\section*{Vignale--Kohn shift of the Be $2s\to2p$ line, and why its imaginary part is no lifetime}

Time-dependent current-density functional theory with the functional of Vignale and Kohn (VK, 1996) gives complex excitation energies. The lifetime derived below under ``Wrong attempt'' reads the imaginary part as a decay rate and is wrong. Everything before that heading is sound within the stated model. Formulas are in SI units, energies are quoted in eV ($1\,\mathrm{eV}=1.602\times10^{-19}$ J), amplitudes vary as $e^{-i\omega t}$, and $m$ is the electron mass.

\subsection*{The single-pole formula}

Take a closed shell with ground-state density $n_0$ and real Kohn--Sham orbitals $\phi_s,\phi_p$ separated by $\hbar\omega$. The singlet transition density, particle current and displacement field are
\begin{equation}
\rho=\sqrt2\,\phi_s\phi_p,\qquad
\mathbf j=\frac{\sqrt2\,\hbar}{2mi}\left(\phi_s\nabla\phi_p-\phi_p\nabla\phi_s\right),\qquad
\boldsymbol\xi=\frac{\mathbf j}{-i\omega n_0}.
\end{equation}
Both orbitals belong to one local potential, so $\nabla\cdot\mathbf j=i\omega\rho$ and $\rho=-\nabla\cdot(n_0\boldsymbol\xi)$. A force density $\mathbf F$ induced by the transition is represented by a coupling $\int\hat{\mathbf j}\cdot\boldsymbol{\mathcal A}\,d^3r$ with $\mathbf F/n_0=-i\omega\boldsymbol{\mathcal A}$. Its first-order (single-pole) shift is $\int\mathbf j^*\cdot\boldsymbol{\mathcal A}\,d^3r=-\int\boldsymbol\xi^*\cdot\mathbf F\,d^3r$. For the adiabatic local-density approximation (ALDA), $\mathbf F=-n_0\nabla(f_{\rm ALDA}\rho)$ returns the familiar $\int f_{\rm ALDA}\rho^2d^3r$, which confirms the normalisation.

VK adds the force of a viscoelastic stress, $F_i=\partial_j\sigma_{ij}$ with $\sigma_{ij}=2\mu\,\bar\xi_{ij}+K\,\delta_{ij}\nabla\cdot\boldsymbol\xi$, where $\bar\xi_{ij}=\tfrac12(\partial_i\xi_j+\partial_j\xi_i)-\tfrac13\delta_{ij}\nabla\cdot\boldsymbol\xi$ is the traceless strain. One integration by parts gives the shift beyond ALDA,
\begin{equation}
\hbar\Delta\Omega=\int\Big[2\mu\sum_{ij}|\bar\xi_{ij}|^2+K\,|\nabla\cdot\boldsymbol\xi|^2\Big]d^3r,
\label{eq:vk}
\end{equation}
\begin{equation}
\mu=n_0^2f_{xc}^{T}(\omega),\qquad K=n_0^2\left[f_{xc}^{L}(\omega)-\tfrac43f_{xc}^{T}(\omega)-f_{\rm ALDA}\right].
\end{equation}
The longitudinal and transverse kernels (J\,m$^3$) are those of the uniform electron gas at the local density, so $\mu$ and $K$ are complex elastic moduli in Pa.

\subsection*{A solvable model of the Be valence shell}

Put the two valence electrons in
\begin{equation}
V(r)=-\frac{Qe^2}{4\pi\varepsilon_0r}+\frac{\hbar^2}{mr^2},
\end{equation}
where the repulsive term stands in for the $1s$ core. With $\zeta=Q/2a_0$ ($a_0$ the Bohr radius) and $x=\zeta r$, the lowest $s$ and $p$ radial functions are
\begin{equation}
R_s\propto x\,e^{-x},\qquad R_p\propto x^{\nu}e^{-\nu x/2},\qquad \nu(\nu+1)=4,\quad \nu=1.5616,
\end{equation}
with energies $-E_I$ and $-E_I\nu^2/4$, where $E_I=\hbar^2\zeta^2/2m$. Since $\nu^2=4-\nu$, the gap is $\hbar\omega=E_I\nu/4$. As input take an approximate ionisation energy $E_I=9.32$ eV. Then $1/\zeta=64$ pm, $Q=1.66$ and $\hbar\omega=3.64$ eV.

With $n_0=2\phi_s^2$ the displacement is a gradient,
\begin{equation}
\boldsymbol\xi=\frac{\hbar}{2\sqrt2\,m\omega}\nabla\frac{\phi_p}{\phi_s},\qquad
\frac{\phi_p}{\phi_s}=\sqrt3\,u\cos\theta,\qquad u=\frac{R_p}{R_s}\propto x^{\nu-1}e^{\lambda x},
\end{equation}
with $\lambda=1-\nu/2=0.2192$. Let primes denote $d/dx$ and $w=(u/x)'$. The traceless part of the matrix of second derivatives of $u\cos\theta$ has squared norm $\tfrac23(u''-w)^2\cos^2\theta+2w^2\sin^2\theta$. Three times its angular average is $u^2S(x)$, with
\begin{equation}
S=\frac23\left[\frac{4\lambda^2}{x^2}+\frac{(2\nu-3)\lambda}{x}+\lambda^2\right]^2+\frac{4\lambda^2(x-2)^2}{x^4}.
\end{equation}
Write $\mu=n_0\hat\mu$. Then $4\pi n_0u^2=2R_p^2$ and $\hbar\zeta^2/m\omega=8/\nu$, so the shear term of Eq.~\eqref{eq:vk} becomes
\begin{equation}
\hbar\Delta\Omega=\frac{32}{\nu^2}\langle\hat\mu S\rangle_p ,\qquad \frac{32}{\nu^2}=13.12,
\label{eq:model}
\end{equation}
where $\langle\cdots\rangle_p$ is the average over $R_p^2r^2dr$.

For the kernel use the low-frequency form of the uniform gas. There $K$ vanishes in the static limit, and its imaginary part has no term linear in $\omega$, so set $K=0$ and
\begin{equation}
\hat\mu=s\,\hbar\omega_{\rm pl}-i\kappa\,\hbar\omega,\qquad \omega_{\rm pl}=\sqrt{\frac{n_0e^2}{\varepsilon_0m}} .
\end{equation}
The first term is a static shear modulus, the second a shear viscosity $\eta=\kappa\hbar n_0$. The inputs $s=0.016$ and $\kappa=0.02$ are typical magnitudes at valence densities, and $\kappa$ is uncertain by about a factor of two. From $n_0=(2\zeta^3/3\pi)x^2e^{-2x}$ follows $\omega_{\rm pl}=\omega_0xe^{-x}$ with $\hbar\omega_0=33.5$ eV. The peak value, $12.3$ eV, lies well above $\hbar\omega$. The averages are sums of gamma functions: $\langle S\rangle_p=0.0154$, hence $(32/\nu^2)\langle S\rangle_p=0.203$, and $(32/\nu^2)\langle xe^{-x}S\rangle_p=0.0465$. The model's shift is
\begin{equation}
\hbar\Delta\Omega=0.0465\,s\,\hbar\omega_0-0.203\,i\kappa\,\hbar\omega=(25-15\,i)\ \mathrm{meV}.
\label{eq:shift}
\end{equation}

\subsection*{Wrong attempt}

\emph{This argument is wrong.} The excited amplitude varies as $e^{-i\Omega t}$, so the population of the $2s2p$ singlet falls as $e^{-2|{\rm Im}\,\Delta\Omega|t}$. Therefore
\begin{equation}
\frac1\tau=2\,|{\rm Im}\,\Delta\Omega|=4.5\times10^{13}\ {\rm s^{-1}},\qquad \tau=22\ {\rm fs}\qquad\text{(wrong)},
\label{eq:wrong}
\end{equation}
and the line of a free atom is a Lorentzian of full width $\hbar/\tau=29$ meV.

\subsection*{The symptom}

Ask where the energy goes. The line lies at approximately $\hbar\Omega=5.3$ eV (a typical value, used as input), below the threshold $E_I$, so no electron can leave. The Hamiltonian behind Eq.~\eqref{eq:vk} contains electrons and a fixed nucleus, with no photons and no lattice. The speed of light does not appear in Eq.~\eqref{eq:wrong}, although photon emission is the only exit open to the isolated atom. The rate is instead proportional to $\kappa$, a property of an infinite medium. A decay rate with no final state is the giveaway.

\subsection*{The faulty line}

The arithmetic of Eq.~\eqref{eq:shift} holds. The fault is the first equality of Eq.~\eqref{eq:wrong}. The exact density response of the electronic Hamiltonian is
\begin{equation}
\chi(\mathbf r,\mathbf r';\omega)=\frac1\hbar\sum_k\left[\frac{\rho_k(\mathbf r)\rho_k^*(\mathbf r')}{\omega-\Omega_k+i0^+}-\frac{\rho_k^*(\mathbf r)\rho_k(\mathbf r')}{\omega+\Omega_k+i0^+}\right],
\end{equation}
with $\hbar\Omega_k$ differences of eigenvalues of a Hermitian operator and $\rho_k$ the exact transition densities. Below threshold the poles are real and isolated, so the electronic width is exactly zero. The exact Kohn--Sham response $\chi_s$ has the same threshold, because its highest occupied level lies at $-E_I$. Away from isolated frequencies both responses are Hermitian there, and so is the exact kernel $\chi_s^{-1}-\chi^{-1}-v$, with $v$ the Coulomb interaction. The uniform gas is different: it has a continuum of double electron--hole pairs starting at zero frequency, and $\eta$ describes decay into it. VK assigns that continuum to every volume element of the atom, which has none. The $15$ meV measures a failure of the local approximation, not a process in beryllium.

\subsection*{The mended calculation}

For the line position keep ${\rm Re}\,\hbar\Delta\Omega$, which is $+25$ meV in the model, and set the electronic width to zero. The real part comes from the same uniform-gas kernel and deserves caution too. The low-frequency form fails where $\omega_{\rm pl}<\omega$. Using instead the exchange-only high-frequency value $\hat\mu=e^2k_F/(40\pi^2\varepsilon_0)$, $k_F=(3\pi^2n_0)^{1/3}$, everywhere in Eq.~\eqref{eq:model} gives $0.10$ eV, so only the sign and the order of the shift are fixed.

For the lifetime couple the atom to the radiation field. The orbital dipole length is $\langle\phi_s|z|\phi_p\rangle=1.563/\zeta=100$ pm. When one transition is kept with its resonant and antiresonant terms, the Hartree and ALDA coupling turns the response into $2\omega\rho\rho/[\hbar(\omega'^2-\Omega^2)]$ at probe frequency $\omega'$. The pole moves from $\omega$ to $\Omega$ and the oscillator strength keeps its Kohn--Sham value. Summed over the three $p$ states it is
\begin{equation}
f=\frac{2m\omega}{\hbar}\left|\int z\rho\,d^3r\right|^2=\frac{4m\omega}{\hbar}\langle\phi_s|z|\phi_p\rangle^2=1.91 .
\end{equation}
The dipole of one interacting state obeys $|d|^2=e^2\hbar f/2m\Omega$, and the spontaneous emission rate is
\begin{equation}
A=\frac{\Omega^3|d|^2}{3\pi\varepsilon_0\hbar c^3}=\frac{e^2\Omega^2f}{6\pi\varepsilon_0mc^3}=7.7\times10^{8}\ {\rm s^{-1}} .
\end{equation}
The model's lifetime is $1/A=1.3$ ns and its natural width $\hbar A=0.51\ \mu$eV.

The same test applies to devices. In a quantum well the in-plane motion supplies a real continuum of pairs, so an intersubband plasmon has an intrinsic electronic width that VK approximates. For the lowest levels of an isolated few-electron quantum dot the spectrum is discrete, and the width must come from phonons, photons or leads that are put into the Hamiltonian.

\subsection*{Size of the error}

Against the exact electronic width of zero, the whole $29$ meV is spurious. Against the model's radiative rate, the wrong rate is too large by
\begin{equation}
\frac{2|{\rm Im}\,\Delta\Omega|}{A}=5.8\times10^{4}.
\end{equation}
These numbers are the model's, not beryllium's. A fraction $0.50$ of $\langle S\rangle_p$ comes from $r<64$ pm, where the real atom has its core and the model has almost no charge, so the omitted core is at least as important as what was kept. As typical knowledge, not as measurement: all-electron VK calculations shift this line upward by several tenths of an eV to about 1 eV, more than ten times the model's 25 meV, with imaginary parts of a few tens of meV, a few times the model's, and the radiative lifetime is just under 2 ns, so the model's is short by roughly a third. The last two misses both raise the ratio. The slip shortens the lifetime by about five orders of magnitude, from nanoseconds to femtoseconds.